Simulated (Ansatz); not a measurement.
# A series in volume scale on S

Free energy against uniform scaling of the volume at fixed shape and fractions; periodic cell, basis, potentials, k mesh and filling as listed. The results are calculated, by Ansatz 0.2.0.

The cell before it is scaled or strained (space group R-3m, No. 166):
```
cell vectors (Å)
   1.6385     0.9460     0.8613
  -1.6385     0.9460     0.8613
   0.0000    -1.8920     0.8613
atoms (fractions of the cell vectors)
S   0.00000  0.00000  0.00000
```

Settings of every row: functional LDA; dispersion none; potentials all-electron LAPW; k mesh 12x12x12; k shift 0x0x0; occupations cold; smearing width 0.1 eV; spin none; relativity scalar.

Limits: coarse k mesh, up to 40 meV an atom off; minimum outside the range; typed digits lower the symmetry.

| row | volume scale | V (Å³/atom) | energy above lowest point (meV/atom) |
| --- | --- | --- | --- |
| 1 | 0.92 | 7.369 | 1645.9 |
| 2 | 0.96 | 7.69 | 1148.6 |
| 3 | 1 | 8.01 | ? |
| 4 | 1.04 | 8.331 | 335.5 |
| 5 | 1.08 | 8.651 | 0 |

Question: what energy above lowest point should row 3 give?

Worked fit of energy above lowest point. Take u = (V_r/V)^(2/3) − 1 with V_r = 8.0105 Å³ an atom, which is twice the finite (Eulerian) strain; such expansions in the strain, on which the Birch-Murnaghan equation of state is built, carry the rest volume and the bulk modulus. The shown rows have u = 0.05722, 0.0276, -0.02581, -0.04999. Least squares give energy above lowest point = 715.38 + 15214.5 × u + 18227 × u² meV/atom; a straight line predicts inner rows, each left out in turn, worse (root mean square 30 against 1.6 meV/atom). The rows lie off it by 0.3, -0.6, 0.7, -0.4 (root mean square 0.52 meV/atom). The withheld row has u = 4e-05, so the fit gives 715.38 + 15214.5 × (4e-05) + 18227 × (4e-05)² = 716.0 meV/atom.

The calculation gave 715.4 meV/atom. The fit lies 0.6 meV/atom (0.036 % of the column's range) above it; its largest miss of a shown row is 0.7 meV/atom.
